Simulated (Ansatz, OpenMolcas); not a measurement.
# Strength of the C–Sb bond: SbH2(CH3) → CH3 + SbH2

Species: SbH2(CH3), singlet; CH3 (methyl radical) `[CH3]`, doublet; SbH2 `[SbH2]`, doublet. 

Shapes, held fixed at every level: PBE0-D4/def2-TZVP. Programs: Ansatz 0.2.0, OpenMolcas 26.06. A level may come from different programs for different species; with the same settings they agree closely. The zero-point and thermal change to 298 K, harmonic and unscaled (PBE0-D4/def2-TZVP), is -16.8 kJ/mol.

```
                level                    kind  ΔH(298 K) (kJ/mol)  less CCSD(T)/def2-TZVPP
          HF/def2-SVP            Hartree–Fock              +113.7                   -121.2
     SPW92/def2-TZVPP                     LDA              +300.5                    +65.6
r2SCAN0-D4/def2-TZVPP           global hybrid              +211.8                    -23.1
   wB97M-V/def2-TZVPP  range-separated hybrid              +237.6                     +2.7
     CCSD(T)/def2-SVP   coupled cluster or CI              +211.9                    -23.0
        CCSD/def2-SVP   coupled cluster or CI              +204.0                    -30.9
      CCSD/def2-TZVPP   coupled cluster or CI              +223.1                    -11.8
   CCSD(T)/def2-TZVPP   coupled cluster or CI              +234.9                      0.0
```

The highest level, CCSD(T)/def2-TZVPP, gives ΔH(298 K) = +234.9 kJ/mol; the levels span +113.7 to +300.5. The column of differences is taken from that level and isn't an error. Hartree–Fock misses the correlation of the pair that is broken and comes out low. No measured value is set beside it here. Open shells run unrestricted unless RO is named. For atoms past krypton def2 sets carry core potentials with scalar relativity. Correlated rows may include outer-core shells of Sb, which these sets cover unevenly.

Homolysis of the C–Sb bond costs +234.9 kJ/mol at the highest level, a moderately strong single bond. Antimony's diffuse 5p orbital overlaps less well with the compact carbon hybrid than the valence p orbitals of the lighter pnictogens do, which is why bonds to carbon weaken down the group.

Electron correlation supplies a large part of the binding: in the same small basis, the enthalpy rises from +113.7 with Hartree–Fock to +204.0 kJ/mol with CCSD. Triples and the larger basis each strengthen the bond further, as the intact molecule has more dynamic correlation to recover than the separated radicals. LDA lies far above the coupled-cluster values, in line with its familiar overbinding.

The near-match between r2SCAN0-D4 and CCSD(T) in the small basis is no sign of accuracy, since the coupled-cluster value rises markedly with the larger set. The closeness of wB97M-V to the highest level is more meaningful, but doesn't establish the basis-set limit, which probably lies somewhat higher still.
